**Problem: levels of one electron outside Ge$^{20+}$, estimated by hand**

The ion Ge$^{20+}$ has $Z = 32$ and twelve electrons in the closed shells [Ne]3s$^2$. Each row of the table is a level $nl_j$ of one electron added to this ion, which gives aluminium-like Ge$^{19+}$, and each energy is the binding energy of that electron. The Koopmans value is minus the energy of an empty spinor of the frozen ion. The second-order and EOM-CCSD values let the core respond to the added electron. The one-particle weight is the share of the EOM-CCSD state that is simply "closed-shell ion plus one electron in the named spinor".

Binding energies of one electron added to closed-shell Ge20+ ([Ne] 3s2), computed with PySCF 2.14.0: GHF, two-component X2C-1e with screened-nucleus spin-orbit term, Gaussian nucleus, even-tempered 18s13p7d4f basis. Second order means the second-order self-energy; EOM-CCSD is EOM-EA-GCCSD with 1s frozen, corrected in second order for the cut virtual space.

| level | Koopmans (eV) | second order (eV) | EOM-CCSD, corrected (eV) | EOM-CCSD less Koopmans (eV) | one-particle weight |
| --- | --- | --- | --- | --- | --- |
| 3p1/2 | 747.676 | 749.455 | 749.279 | 1.603 | 0.98847 |
| 3p3/2 | 740.604 | 742.428 | 742.333 | 1.729 | 0.98748 |
| 3d3/2 | 665.925 | 675.981 | 663.273 | -2.653 | 0.80787 |
| 3d5/2 | 664.793 | 675.613 | 662.530 | -2.263 | 0.60480 |
| 4s1/2 | 409.747 | 411.363 | 411.492 | 1.745 | 0.98632 |
| 4p1/2 | 389.307 | 391.026 | 391.310 | 2.003 | 0.97923 |
| 4p3/2 | 386.633 | 388.366 | 388.710 | 2.078 | 0.97453 |

**(a) Find a formula with two constants for the centres of the 3p, 3d, 4s and 4p shells at the Koopmans level. Should the core be described by a quantum defect or by an effective charge?**

*Solution.* Far from the ion the electron sees the net charge $Z_c = 32 - 12 = 20$. If it never entered the core, it would be bound by $\mathrm{Ry}\,Z_c^2/n^2$. With $\mathrm{Ry}\,Z_c^2 = 5442.3$ eV this is 604.7 eV for $n = 3$ and 340.1 eV for $n = 4$. All seven levels are more strongly bound than that. The standard reason is penetration: inside the core shells part of the screening is lost, and the electron feels an extra attraction $\Delta U(r)$ of short range.

The semiclassical quantisation rule shows how this attraction enters. In atomic units the radial wave number $k(r)$ must satisfy $\int k\,dr = (n_r + \tfrac12)\pi$ between the turning points, where $n_r = n - l - 1$ is the number of radial nodes. For the pure field $-Z_c/r$ and binding energy $E$ the integral equals $\pi(n^* - l - \tfrac12)$, with $n^* = Z_c\sqrt{\mathrm{Ry}/E}$. The extra attraction raises $k$ by about $\Delta U/k$ and adds a phase $\pi\delta$. The rule then reads $n^* + \delta = n$, so that

$$E = \frac{\mathrm{Ry}\,Z_c^2}{(n-\delta)^2}, \qquad \delta \approx \frac{1}{\pi}\int \frac{\Delta U(r)}{k(r)}\,dr .$$

Two consequences follow from the integral. The centrifugal term pushes the inner turning point outward as $l$ grows and cuts off the region where $\Delta U$ is largest, so $\delta$ should fall with $l$. And $\delta$ is the same for all $n$ only if the binding energy is small beside the kinetic energy in the region of $\Delta U$. A more strongly bound electron has a smaller $k$ at each radius, which by this argument gives it a larger defect. The argument treats the core as a local potential; exchange and scalar relativity are simply absorbed into whatever $\delta$ the table yields.

To read off the defects, the spin-orbit splitting is first removed by averaging each doublet with weights $2j+1$. For 3p the centre is $(2\times 747.676 + 4\times 740.604)/6 = 742.96$ eV, so $n^* = \sqrt{5442.3/742.96} = 2.706$ and $\delta = 0.294$. The same steps give 0.356 for 4s, 0.253 for 4p and 0.140 for 3d. The numbers bear out both expectations in sign: the order is s, p, d, and the p defect is larger by 0.041 at $n = 3$ than at $n = 4$. The drift is natural for this ion, because a 3p electron shares its region of space with the 3s pair and has its outer turning point where that pair still screens incompletely. That reading is argued, and one pair of levels cannot prove it. Part of the drift may also belong to the basis, which is known to limit the highest levels. Its smallest exponents are 0.74 (s) and 0.96 (p) bohr$^{-2}$ with a step of 2.6, which is coarse for the larger $n = 4$ orbits. Such a basis tends to leave 4s and 4p too weakly bound, which would make their defects too small and the drift too large. The size of this error is not tested here; to account for the whole drift, it would have to raise the 4p centre by 2.2 % when removed.

A straight line in $l$ fitted to the four centres gives, after rounding,

$$\delta = 0.37 - 0.11\,l .$$

The linear form is a convenience with no derivation behind it, and the two constants should be read as a summary of four numbers.

The other customary description keeps the integer $n$ and raises the charge, $E = \mathrm{Ry}\,Z_\mathrm{eff}^2/n^2$. The two differ in how the gain over the bare-charge value scales. A fixed $Z_\mathrm{eff}$ makes the gain fall as $n^{-2}$. A fixed small $\delta$ makes it fall as $2\delta\,\mathrm{Ry}\,Z_c^2/n^3$, which is the rate at which the electron returns to the core. The p series decides: the gain is $742.96 - 604.7 = 138.3$ eV for 3p and $387.52 - 340.1 = 47.4$ eV for 4p, a ratio of 2.9, against 1.8 for $n^{-2}$ and 2.4 for $n^{-3}$. Carrying the 3p defect over to 4p overestimates the 4p centre by 2.2 %, and carrying the 3p charge over overestimates it by 7.8 %. A line in $l$ for $Z_\mathrm{eff}$, also with two constants and fitted to the same four centres, leaves an rms error of 2.9 % of the Koopmans centres, against 1.3 % for the defect line. Slater's rules in their simple orbital form, with rough recalled constants and nothing fitted, give 5.6 %. They hit 4s almost exactly, but this is luck, since they assign 4p the same energy and are 5.7 % too high there. The quantum defect is the better description.

**(b) Add the fine structure and the response of the core, and estimate the EOM-CCSD binding energies of 3p$_{1/2}$ and 4p$_{3/2}$.**

*Solution.* For a hydrogen-like ion the doublet splitting is $\mathrm{Ry}\,\alpha^2 Z^4/[n^3 l(l+1)]$, with $\alpha \approx 1/137$. It comes from the average of $(1/r)\,dV/dr \propto r^{-3}$, which is collected close to the nucleus. For a penetrating orbit the factor $Z^4/n^3$ has to be taken apart. How often the electron visits the inner region is fixed by the outer motion and is proportional to the level spacing, $dE/dn \propto Z_c^2/n^{*3}$. What each visit contributes is fixed by the nearly unscreened field inside and is proportional to the square of an inner charge $Z_i$. This is the Landé formula,

$$\Delta = \frac{\mathrm{Ry}\,\alpha^2 Z_c^2 Z_i^2}{n^{*3}\,l(l+1)} .$$

The table offers one test that needs no value of $Z_i$, only that it is the same for 3p and 4p. The Koopmans splittings are 7.072 eV for 3p and 2.674 eV for 4p, a ratio of 2.645. The cube of the ratio of the two $n^*$ is 2.655, while integer $n$ would give 2.370. The splittings are reproduced by $Z_i = 31.1$ and 31.2, so the rule takes $Z_i = 31$, fitted to these two p doublets. Its closeness to $Z$ agrees with the picture but does not test it: the calculation imposes the screening of the spin-orbit term through screened-nucleus factors, which are known to overshoot splittings in light atoms, and the Breit interaction is left out of the Hamiltonian. The tempting shortcut of putting the $Z_\mathrm{eff}$ from the binding energy into $Z^4/n^3$ gives 3.24 eV for 3p, less than half the Koopmans value, because that charge is an average over the whole orbit.

The weighted centre must stay fixed, so the level $j = l - \tfrac12$ is more bound than the centre by $\Delta\,(l+1)/(2l+1)$ and the level $j = l + \tfrac12$ is less bound by $\Delta\,l/(2l+1)$.

The response of the core is the column "EOM-CCSD less Koopmans". The added electron polarises the core and the core orbitals relax around it; both lower the energy of the thirteen-electron state, which is the standard reason for a positive sign. In the five s and p rows, whose weights are all above 0.97, the shift lies between 1.60 and 2.08 eV, and the rule uses their mean, 1.8 eV. The 3d rows are kept out of this mean for the reason given in part (c). The apparent rise from 3p to 4p deserves no physical reading. The EOM-CCSD values include a second-order correction for the virtual space that was cut, about 0.3 eV for 3p and 4s and nearly 1 eV for 4p in the same calculation. Without it the 4p shifts, 1.03 and 1.13 eV, are the smallest of the five.

For 3p$_{1/2}$: $\delta = 0.37 - 0.11 = 0.26$ and $n^* = 2.74$. The centre is $5442.3/2.74^2 = 5442.3/7.508 = 724.9$ eV. For the splitting, $5442.3/137^2 = 0.290$ eV, times $31^2 = 961$ gives 278.7 eV, and division by $2 \times 2.74^3 = 41.14$ gives $\Delta = 6.77$ eV. Two thirds of this is $+4.5$ eV. The estimate is $724.9 + 4.5 + 1.8 = 731.2$ eV, which is 18.1 eV or 2.4 % below the EOM-CCSD value of 749.3 eV.

For 4p$_{3/2}$: $n^* = 3.74$, the centre is $5442.3/3.74^2 = 389.1$ eV, and $\Delta = 278.7/(2\times 3.74^3) = 2.66$ eV, of which one third, 0.9 eV, is subtracted. The estimate is $389.1 - 0.9 + 1.8 = 390.0$ eV, which is 1.3 eV or 0.3 % above the EOM-CCSD value of 388.7 eV.

Both rows took part in all three fits, so these are the worst and the best case of a fitted rule and not predictions. The contrast comes from the first step. An error in the defect changes the energy by the fraction $2\,d\delta/n^*$. The rule gives both p shells 0.26; 3p needs 0.294, and $2\times 0.034/2.74$ is about 2.5 %, while 4p needs 0.253 and happens to lie close to the line.

**(c) How far can the rule be trusted over the table, and where does it stop?**

*Solution.* Against EOM-CCSD the rms error over the seven levels is 1.5 %, or 11 eV; the printed output after this text lists each row. That figure flatters the rule, because two constants were fitted to four centres. When each shell in turn is left out and predicted from the other three, the rms error of the centres rises to 2.8 % and the worst, 3d, to 3.6 % of the Koopmans value. About 3 % is the honest expectation for a level of this ion with $n = 3$ or 4 and $l \le 2$.

At this accuracy the 1.8 eV constant is not resolved. It is 0.2 to 0.5 % of the s and p binding energies, and the first step already errs by as much or nearly as much: the 4p centre comes out $389.1 - 387.5 = 1.6$ eV too high. Adding the constant improves the two 3p rows and worsens the other five. Its proper use is on top of a computed Koopmans value, where it reproduces the five s and p rows within 0.3 eV. Agreement at that level is agreement with this calculation, whose basis is coarse for $n = 4$ and whose Hamiltonian has no Breit or QED terms; in heavy ions those move s and p$_{1/2}$ levels by as much as correlation does.

The difference between the 3p and 3d levels suffers badly, since errors of opposite sign meet a small result. The gap from 3p$_{3/2}$ to 3d$_{5/2}$ is $742.3 - 662.5 = 79.8$ eV in EOM-CCSD and $724.4 - 671.0 = 53.4$ eV by the rule, a third too small. The rule estimates binding energies and should not be used for transition energies inside $n = 3$.

The 3d levels mark a limit of the one-electron picture itself. Their weights are 0.81 and 0.60, so "3d" names only the leading component, and their shift from Koopmans to EOM-CCSD is negative, $-2.65$ and $-2.26$ eV. The standard explanation for aluminium-like ions is that 3s$^2$3d mixes with levels of 3s3p$^2$, which have the same parity and, for some levels, the same $J$. All electrons involved stay within $n = 3$, so in a highly charged ion the two configurations are close in energy, and repulsion from 3s3p$^2$ levels lying below pushes 3d upward and reduces its binding. The reduced weights and the sign fit this account; the identity of the partner is taken from known physics and is not tested here. The account does not explain why the two weights differ so much, since mixing of two $^2$D terms would lower both about equally, so 0.60 should not be taken at face value. EOM-CCSD for an added electron also describes a partner such as 3s3p$^2$, two particles and a hole, less accurately than one-particle states, which makes the 3d rows the least secure reference values in the table. The error of the rule for 3d$_{3/2}$, $+9.8$ eV, splits into three adding pieces. The centre $5442.3/2.85^2 = 670.0$ eV is 4.8 eV above the Koopmans centre. The correlation constant is wrong by 4.5 eV. The splitting adds 0.5 eV, being three fifths of the difference between the rule's 2.01 eV and the Koopmans 1.13 eV.

That overshoot shows that $Z_i = 31$ belongs to p electrons only. The 3d doublet needs 23.4. The direction is the one expected for an orbit that the centrifugal barrier keeps outside the inner shells, but the calculation does not test it: the screened-nucleus factor removes the charge of roughly two electrons for p and ten for d, and this imposed difference supplies most of the drop. The further drop to 0.74 eV in EOM-CCSD occurs between two mixed states and cannot be read as a pure spin-orbit change.

Second order is no safer guide in these rows. For s and p it lies within 0.34 eV of EOM-CCSD, but for 3d it raises the binding by 10.1 and 10.8 eV where EOM-CCSD lowers it, a disagreement of about 13 eV. A second-order term is a squared coupling divided by a difference of orbital energies. For a nearly degenerate partner that denominator is small, and if orbital energies place the partner on the wrong side of 3d the term takes the wrong sign; this is a likely cause, not one the table demonstrates. The cut-space corrections of the 3d rows, about 0.7 eV, come from the same order and are less secure than the others. A weight well below those of the s and p rows is the signal that neither a constant shift nor second order applies.

For neighbouring cases the phase integral of part (a) gives directions, though the table cannot check them. Along a series $k$ in the core changes less and less with $n$, so the p defect should go on falling above 4p in shrinking steps, and a 4d defect should lie below the 3d value that fixed the slope. The line in $l$ cannot be continued far: it gives 0.04 for f and a negative value for g, whereas the defect of a non-penetrating orbit should approach zero from above. For another ion with the same twelve-electron core, lengths shrink while $\Delta U$ and $k$ grow in proportion to the charge felt in the core region, so the defects fall inversely with that charge. It lies between $Z_c$ and $Z$, so the fall is slower than $1/Z_c$. The constants 0.37 and 0.11 belong to $Z_c = 20$ and must be rescaled or refitted before use elsewhere.

The analysis program printed:

```
Ry*20^2 = 5442.3 eV; no defect: n=3 604.7 eV, n=4 340.1 eV; table rounding 0.0005 eV
shell, Koopmans j-weighted centre (eV), n*, defect, Zeff
 3p 742.96 2.706 0.294 22.17
 3d 665.25 2.860 0.140 20.98
 4s 409.75 3.644 0.356 21.95
 4p 387.52 3.747 0.253 21.35
fit: defect = 0.368 - 0.108 l, rounded 0.37 - 0.11 l; Zeff = 22.10 - 0.49 l
error of centre (%): no defect, rounded rule, shell left out of fit, Zeff line, Slater
 3p -18.6 -2.4 -3.2 -5.0 +3.0
 3d -9.1 +0.7 +3.6 +1.4 -9.1
 4s -17.0 +0.8 +2.8 +1.3 -0.0
 4p -12.2 +0.4 +0.6 +2.5 +5.7
 rms 14.7 1.3 2.8 2.9 5.6
4p centre from 3p: same defect +2.2 %, same Zeff +7.8 %; defect drop 0.041
splitting (eV): Koopmans, EOM, Zi needed, rule with Zi=31, Zeff^4/n^3 form
 3p 7.072 6.946 31.1 6.77 3.24
 3d 1.132 0.743 23.4 2.01 0.87
 4p 2.674 2.600 31.2 2.66 1.18
3p/4p splitting ratio 2.645; n*^3 gives 2.655; n^3 gives 2.370
correlation constant (s, p rows) 1.8 eV, range 1.60 to 2.08 eV
level, rule (eV), EOM (eV), error (eV), error (%)
 3p1/2 731.2 749.3 -18.1 -2.41
 3p3/2 724.4 742.3 -17.9 -2.41
 3d3/2 673.0 663.3 +9.8 +1.47
 3d5/2 671.0 662.5 +8.5 +1.28
 4s1/2 414.8 411.5 +3.3 +0.81
 4p1/2 392.7 391.3 +1.3 +0.34
 4p3/2 390.0 388.7 +1.3 +0.33
rms 1.53 %, 10.9 eV; worst 3p1/2 -2.41 %
level, weight, corr (% of EOM), corr less constant, corr without cut correction, 2nd-Koop, 2nd-EOM (eV)
 3p1/2 0.988 +0.21 -0.20 +1.27 +1.78 +0.18
 3p3/2 0.987 +0.23 -0.07 +1.40 +1.82 +0.10
 3d3/2 0.808 -0.40 -4.45 -3.32 +10.06 +12.71
 3d5/2 0.605 -0.34 -4.06 -2.92 +10.82 +13.08
 4s1/2 0.986 +0.42 -0.05 +1.40 +1.62 -0.13
 4p1/2 0.979 +0.51 +0.20 +1.03 +1.72 -0.28
 4p3/2 0.975 +0.53 +0.28 +1.13 +1.73 -0.34
worked 3p1/2: n* 2.74, centre 724.9, splitting 6.77 x +0.667 = +4.51, +1.8, sum 731.2 eV
worked 4p3/2: n* 3.74, centre 389.1, splitting 2.66 x -0.333 = -0.89, +1.8, sum 390.0 eV
```
